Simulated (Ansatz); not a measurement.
Ligand exchange: C2H9FSi2 + B(CH3)2(OH) → C2H10OSi2 + B(CH3)2F

Species: C2H9FSi2 `C[SiH2]C[SiH2]F`, singlet; B(CH3)2(OH), singlet; C2H10OSi2 `C[SiH2]C[SiH2]O`, singlet; B(CH3)2F, singlet. The partners trade F for OH: Si–F and B–OH bonds give way to Si–OH and B–F.

Shapes, held fixed at every level: PBE0-D4/def2-TZVP. Flexible molecules stand in one conformer, not always the lowest. Programs: Ansatz 0.2.0. Electronic energies: no zero-point or thermal term.

| level | kind | ΔE (kJ/mol) | less CCSD(T)/CBS estimate |
| --- | --- | --- | --- |
| r2SCAN-D4/def2-TZVPP | meta-GGA | +34.4 | -2.1 |
| PBE0-D4/def2-TZVPP | global hybrid | +34.6 | -1.9 |
| wB97M-V/def2-TZVPP | range-separated hybrid | +34.8 | -1.7 |
| wB97X-V/def2-TZVPP | range-separated hybrid | +34.5 | -2.0 |
| B2PLYP/def2-TZVPP | double hybrid | +35.2 | -1.3 |
| CCSD(T)/def2-TZVPP | coupled cluster or CI | +35.2 | -1.3 |
| CCSD/def2-TZVPP | coupled cluster or CI | +34.8 | -1.7 |
| CCSD(T)/CBS estimate | coupled cluster or CI | +36.5 | 0.0 |

The highest level, CCSD(T)/CBS estimate, gives ΔE = +36.5 kJ/mol; the levels span +34.4 to +36.5. The column of differences is taken from that level and isn't an error. No measured value is set beside it here. The CBS estimate extrapolates MP2 from def2-TZVPP and def2-QZVPP and adds CCSD(T) − MP2 in the triple-zeta set, cores frozen.

The exchange is clearly uphill at every level: in this pair of molecules fluorine is better placed on silicon and hydroxyl on boron. The preference is relative, since both elements form strong bonds to fluorine and to oxygen. The likely reason is π donation into the formally empty p orbital of three-coordinate boron. Oxygen, less electronegative than fluorine, gives up its lone pair more readily, so replacing OH by F costs boron more of this stabilisation. Silicon has no comparable low-lying empty p orbital, and its strongly polar bond to fluorine gains more from the higher electronegativity of the halogen.

The close agreement among methods fits a reaction that conserves the number of bonds to each centre, so that much of the correlation error cancels. Within the coupled-cluster results, enlarging the basis shifts the energy more than adding triples does, so the small offsets of the density functionals needn't reflect their treatment of exchange and correlation alone. The reaction energies don't separate π donation from the σ-bond contribution.
